The cost of adding electrons to this spherical well runs in plateaus of 0.7 to 0.8 hartree*, set by Coulomb repulsion within one shell. Tall peaks interrupt them where a shell closes ($N=2$, 8, 18) and small ones where a spin subshell fills. $N=20$ is not a major closure, because the charge of the electrons pushes the 2s level from the lower half of the gap between 1d and 1f to just below 1f. The runs are spin-polarised PBE.

Spin-polarised PBE calculations with the radks radial solver and Libxc for a spherical dot, with m-averaged shells and greedy filling. The well is -28.7/(1+exp((r-1.64)/0.13)) in effective atomic units (hartree*, bohr*), with no central charge. For N electrons the chemical potential is E(N)-E(N-1) and the addition energy E(N+1)+E(N-1)-2E(N).

| electrons | chemical potential (hartree*) | unpaired electrons | rms radius (bohr*) | highest eigenvalue (hartree*) | highest level | addition energy (hartree*) |
| --- | --- | --- | --- | --- | --- | --- |
| 1 | -26.63 | 1 | 0.8501 | -26.23 | 1s up | n/a |
| 2 | -25.56 | 0 | 0.8714 | -25.16 | 1s down | 2.696 |
| 3 | -22.87 | 1 | 0.9308 | -22.48 | 1p up | 0.7839 |
| 4 | -22.08 | 2 | 0.9627 | -21.68 | 1p up | 0.8096 |
| 5 | -21.27 | 3 | 0.9843 | -20.86 | 1p up | 1.066 |
| 6 | -20.21 | 2 | 1.002 | -19.83 | 1p down | 0.7609 |
| 7 | -19.44 | 1 | 1.016 | -19.05 | 1p down | 0.7849 |
| 8 | -18.66 | 0 | 1.027 | -18.26 | 1p up | 2.955 |
| 9 | -15.70 | 1 | 1.046 | -15.34 | 1d up | 0.7404 |
| 10 | -14.96 | 2 | 1.062 | -14.59 | 1d up | 0.7454 |
| 11 | -14.22 | 3 | 1.075 | -13.85 | 1d up | 0.7476 |
| 12 | -13.47 | 4 | 1.087 | -13.10 | 1d up | 0.7484 |
| 13 | -12.72 | 5 | 1.097 | -12.35 | 1d up | 0.9693 |
| 14 | -11.75 | 4 | 1.107 | -11.39 | 1d down | 0.7227 |
| 15 | -11.03 | 3 | 1.115 | -10.67 | 1d down | 0.7276 |
| 16 | -10.30 | 2 | 1.123 | -9.938 | 1d down | 0.7302 |
| 17 | -9.573 | 1 | 1.131 | -9.207 | 1d down | 0.7313 |
| 18 | -8.842 | 0 | 1.138 | -8.476 | 1d up | 2.611 |
| 19 | -6.231 | 1 | 1.137 | -5.807 | 2s up | 1.030 |
| 20 | -5.200 | 0 | 1.137 | -4.786 | 2s down | 1.022 |
| 21 | -4.178 | 1 | 1.146 | -3.830 | 1f up | 0.6965 |
| 22 | -3.481 | 2 | 1.154 | -3.133 | 1f up | 0.6969 |
| 23 | -2.785 | 3 | 1.162 | -2.436 | 1f up | 0.6968 |
| 24 | -2.088 | 4 | 1.169 | -1.739 | 1f up | 0.6964 |
| 25 | -1.391 | 5 | 1.176 | -1.043 | 1f up | 0.6954 |
| 26 | -0.6959 | 8 | 1.190 | -0.3882 | 1f up | n/a |

The chemical potential is $\mu(N)=E(N)-E(N-1)$, and the addition energy is its step, $\Delta(N)=\mu(N+1)-\mu(N)$. Levels are named by radial order, so 1p, 1d and 1f have no radial node and 2s has one. A conducting sphere of radius $R$ is the simplest analogue: each electron raises its potential by $1/R$. The inverse plateaus, 1.26 to 1.44 bohr*, lie somewhat inside the well radius, as suits charge spread through a volume. The sphere has neither levels nor spin, so it accounts for the rough height of the plateaus and for none of the peaks.

A parameter-free estimate supplies most of the rest. The orbitals of the empty well are frozen, each electron pair costs a direct repulsion $F^0$, and a same-spin pair regains an average exchange $K$. Then $\Delta$ is a sum of level, direct and exchange changes. No parameter was fitted to any row, though the configuration at $N=26$ is taken from the table's unpaired count; the output below gives the split.

From $N=1$ to 2 both electrons share the 1s orbital with opposite spins, and $\mu$ rises by 1.07, close to the frozen $F^0$ of 1.126. The third electron must enter 1p, so $\Delta(2)=2.696$ exceeds the p plateau by 1.90, near the empty-well gap of 2.05.

From $N=3$ to 8 the unpaired count runs 1, 2, 3, 2, 1, 0, which is Hund's rule. While one spin fills, each electron meets one more same-spin partner than the last, so $\Delta=F^0-K$. At half filling with $n=2l+1$ electrons, $\mu(N)$ contains $(n-1)(F^0-K)$, whereas the next electron has opposite spin and pays $nF^0$. Hence $\Delta=F^0+(n-1)K$, an excess of $nK$ over the plateau. For $N=5$ this gives $0.942+2(0.110)=1.16$ against 1.066, too high by 9% of the tabulated value, and an excess $3K=0.33$ against 0.281. The "up" label at $N=8$ and 18, like "down" at 2 and 20, is arbitrary, since closed-shell spin levels are degenerate.

The d shell, $N=9$ to 18, repeats the pattern lower down, with plateaus of 0.745 and 0.728 and an excess of 0.233 at $N=13$. Higher $l$ drives the orbital outward: in the empty well its mean square radius is 0.99 bohr*² for 1p, 1.20 for 1d and 1.37 for 1f. The step of $N\times(\text{rms radius})^2$, which also counts the swelling of the electrons already present, is about 1.1 to 1.2 in p, 1.4 to 1.6 in d and 1.7 to 1.8 bohr*² in f. A larger orbital repels itself less, so no constant capacitance fits. The steps also grow within the p and d shells, consistent with the lower spin-down plateaus. The estimate is 4 to 8% above the plateau averages and 0.15 too high at $N=13$; it lacks relaxation and correlation and uses exact exchange in place of PBE. The slow rise within a spin subshell (0.740 to 0.748) is absent from it; a guess is the nonlinear density dependence of PBE exchange. Spherical averaging removes multiplets and deformation, so such smooth plateaus need not survive in a less symmetric treatment.

At $N=18$ to 20 level spacing alone fails. The empty well puts 2s only 0.97 above 1d and 1.92 below 1f, which would make 20 the larger closure. The excesses over the neighbouring plateaus are instead 1.90 and 0.31, so the share of the d-to-f gap lying below 2s is 0.86, not 0.34. Electrostatics argues the cause: the potential of a spherical charge cloud is highest at the centre, where 2s has weight and 1d and 1f have almost none. The estimate agrees, with a direct term of 1.70 at $N=18$ and $-0.94$ at $N=20$, against 0.80 to 0.85 on the d and f plateaus, though it overdoes both, by $+0.23$ and $-0.17$ hartree*. The compactness of 2s shows in the radius: its step of about 1.27 is close to the existing mean square, $1.138^2=1.30$, so the rms radius stalls. The value 1.030 at $N=19$ is again two opposite spins in one compact orbital, and $\Delta(20)=1.022$ does not stand above it.

Rows 21 to 25 are 2s² 1f¹ to 1f⁵, flat at 0.70. Row 26 is a different state: eight unpaired electrons imply 2s¹ 1f⁷, where simple filling gives six. The radius step of 2.24 matches two f steps less one s step, 2.22, within rounding. The small remaining gap is plausibly closed because spin-up f electrons gain exchange with one another while the spin-down 2s electron gains none from them. Yet $\Delta(25)$ lies only about 0.001 below the plateau, which, if simple filling would have kept to that plateau, suggests that 2s² 1f⁶ is nearly degenerate. The estimate favours the promoted state by 0.46 and so misses $\Delta(25)$ by 0.40 hartree*, its worst row: between the two configurations of $N=26$ a level term of 1.92 and a direct term of $-1.96$ nearly cancel, so small errors in either weigh heavily. The greedy filling can miss lower states, so the switching point is unproven.

In every row the highest eigenvalue lies 0.31 to 0.42 above $\mu$, whereas the exact functional would make them equal. Janak's theorem gives $\mu=\int\varepsilon\,dn$ over the last electron. If $\varepsilon$ rises linearly with slope $U$, the plateau, then $\varepsilon-\mu=U/2$, and the averaged ratios for the p, d and f stretches up to $N=25$ are 0.49 to 0.50. Such curvature between whole electron numbers is a known sign of the self-interaction error of semilocal functionals.

Level gaps scale roughly as $1/R^2$ and repulsion as $1/R$, so a wider well should lower the closure peaks relative to the plateaus and could lift 2s above 1f, while an attractive central charge should pull 2s down and strengthen $N=20$.

Printed output of the fit:

```
 N level   addition | estimate = level+direct+exchange | eig-mu | step of N*rms^2 (hartree*, bohr*^2)
 1 1s up         - |  1.126 =  0.00  1.13  0.00 | 0.400 | 0.72
 2 1s down   2.696 |  2.719 =  2.05  0.89 -0.22 | 0.400 | 0.80
 3 1p up     0.784 |  0.831 =  0.00  0.94 -0.11 | 0.390 | 1.08
 4 1p up     0.810 |  0.831 =  0.00  0.94 -0.11 | 0.400 | 1.11
 5 1p up     1.066 |  1.163 =  0.00  0.94  0.22 | 0.410 | 1.14
 6 1p down   0.761 |  0.831 =  0.00  0.94 -0.11 | 0.380 | 1.18
 7 1p down   0.785 |  0.831 =  0.00  0.94 -0.11 | 0.390 | 1.20
 8 1p up     2.955 |  2.958 =  2.49  0.48 -0.02 | 0.400 | 1.21
 9 1d up     0.740 |  0.788 =  0.00  0.85 -0.07 | 0.360 | 1.41
10 1d up     0.745 |  0.788 =  0.00  0.85 -0.07 | 0.370 | 1.43
11 1d up     0.748 |  0.788 =  0.00  0.85 -0.07 | 0.370 | 1.43
12 1d up     0.748 |  0.788 =  0.00  0.85 -0.07 | 0.370 | 1.47
13 1d up     0.969 |  1.121 =  0.00  0.85  0.27 | 0.370 | 1.47
14 1d down   0.723 |  0.788 = -0.00  0.85 -0.07 | 0.360 | 1.51
15 1d down   0.728 |  0.788 =  0.00  0.85 -0.07 | 0.360 | 1.49
16 1d down   0.730 |  0.788 =  0.00  0.85 -0.07 | 0.362 | 1.53
17 1d down   0.731 |  0.788 =  0.00  0.85 -0.07 | 0.366 | 1.57
18 1d up     2.611 |  2.846 =  0.97  1.70  0.17 | 0.366 | 1.57
19 2s up     1.030 |  1.080 =  0.00  1.08  0.00 | 0.424 | 1.25
20 2s down   1.022 |  0.851 =  1.92 -0.94 -0.13 | 0.414 | 1.29
21 1f up     0.697 |  0.753 =  0.00  0.80 -0.05 | 0.348 | 1.72
22 1f up     0.697 |  0.753 =  0.00  0.80 -0.05 | 0.348 | 1.72
23 1f up     0.697 |  0.753 =  0.00  0.80 -0.05 | 0.349 | 1.76
24 1f up     0.696 |  0.753 =  0.00  0.80 -0.05 | 0.349 | 1.74
25 1f up     0.695 |  0.296 =  1.92 -1.16 -0.47 | 0.348 | 1.78
26 1f up         - |      -                     | 0.308 | 2.24
empty well levels: 1s -26.64, 1p -24.59, 1d -22.09, 2s -21.12, 1f -19.20 | mu(1) minus empty 1s 0.01
empty well <r^2>: 1s 0.72, 1p 0.99, 1d 1.20, 2s 0.97, 1f 1.37
empty well F0: 1s 1.126, 1p 0.942, 1d 0.855, 2s 1.080, 1f 0.800 | same-spin K: p 0.110 d 0.067 f 0.048
max |addition - step of mu| 0.009 (rounding up to 0.01); mu(2)-mu(1) 1.07; rounding of N*rms^2 step up to 0.06
p up   plateau 0.797, estimate 0.831, 1/plateau 1.26 bohr*, plateau*rms 0.75, eig-mu 0.400, ratio 0.50
p down plateau 0.773, estimate 0.831, 1/plateau 1.29 bohr*, plateau*rms 0.78, eig-mu 0.390, ratio 0.50
d up   plateau 0.745, estimate 0.788, 1/plateau 1.34 bohr*, plateau*rms 0.80, eig-mu 0.368, ratio 0.49
d down plateau 0.728, estimate 0.788, 1/plateau 1.37 bohr*, plateau*rms 0.81, eig-mu 0.363, ratio 0.50
f up   plateau 0.697, estimate 0.753, 1/plateau 1.44 bohr*, plateau*rms 0.81, eig-mu 0.348, ratio 0.50
excess over nearby plateaus, N=2,8,18,20: 1.90 2.20 1.90 0.31; empty well gaps: 2.05 2.49 0.97 1.92
d-to-f gap: table 2.21, empty 2.89; share below 2s: table 0.86, empty 0.34
half-shell excess: N=5 0.281 (per 3: 0.094), N=13 0.233 (per 5: 0.047); N=20 minus N=19 -0.008
N*rms^2 steps: d down 1.53, 2s 1.27, f 1.74; N=26 2.24 against two f minus one s 2.22
Hund count fails at N=[26]; addition(25) minus f plateau -0.0012; eig step 25-26 0.655, 24-25 0.696
estimate of 2s1 1f7 minus 2s2 1f6: level 1.92, direct -1.96, exchange -0.42, sum -0.46
estimate error: mean abs 0.081; worst N=25 -0.40, N=18 +0.23, N=20 -0.17, N=13 +0.15
```
